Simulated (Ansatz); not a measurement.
# Zr₄O: do energies and stresses tell the same story?

Theory: Ansatz 0.2.0, DFT PBEsol, scalar-relativistic, plane waves, PAW.

Cutoff 420 eV; k points 6×6×6 on the computed 15-atom cell (Γ-centred); Gaussian smearing, width 0.10 eV; no spin polarisation.

Relaxed cell: R-3, a = 5.581 Å, b = 5.581 Å, c = 30.846 Å, α = 90.00°, β = 90.00°, γ = 120.00°, 15 atoms in the primitive cell. Whether it is the stable form of this composition wasn't checked.

Energies at zero smearing and pressures from the stress tensor, at volumes with shape and atoms relaxed:
```tsv
V (Å³/atom)	E − E(first) (meV/atom)	P (GPa)
16.270	0.00	21.05
16.825	-61.54	14.63
17.380	-102.32	9.05
17.934	-125.07	4.20
18.489	-132.16	0.00
19.044	-125.67	-3.65
19.598	-107.43	-6.80
20.338	-67.51	-10.36
```

Task: Check P = −dE/dV between neighbouring volumes, and get the bulk modulus from the pressures alone.

Result: With 1 eV/Å³ = 160.2 GPa:
```tsv
middle V (Å³/atom)	−ΔE/ΔV (GPa)	mean P (GPa)
16.548	17.776	17.843
17.102	11.780	11.842
17.657	6.570	6.627
18.212	2.048	2.101
18.766	-1.873	-1.824
19.321	-5.271	-5.226
19.968	-8.647	-8.580
```

The two differ by 0.07 GPa at most. The mean of two end pressures misses the average over a step by about ΔV² P″/12, up to 0.07 GPa here; with that taken off 0.01 GPa remains. Around V = 18.489 Å³/atom, the two neighbours give B = −V ΔP/ΔV = 18.489 × 7.85 / 1.109 = 130.8 GPa, against B0 = 130.3 GPa from the Birch–Murnaghan fit of the energies.

Cost: 9 runs of about 33 core-minutes in all, on Intel Xeon 6975P-C (Granite Rapids) (shared hosts).

Energies and stresses describe the same equation of state. The mean pressure lies above the energy slope in every interval, as expected for a convex P(V) curve: compression raises the pressure faster than equal expansion lowers it. Overlap repulsion and electronic kinetic energy climb steeply as atoms approach, while the bonding attraction fades more gently on stretching.

The close match leaves little room for a sizeable Pulay stress, or for a strongly volume-dependent smearing contribution. It doesn't test the functional or the k-point sampling, whose errors enter energy and stress alike and can cancel in this comparison.

The bulk modulus of 130.3 GPa is clearly above that of hcp zirconium. The cell dimensions suggest an ordered interstitial suboxide derived from that metal, in which oxygen probably stiffens the lattice through polar Zr 4d–O 2p bonding while much of the metallic Zr–Zr bonding remains. The compression data alone can't separate these contributions.
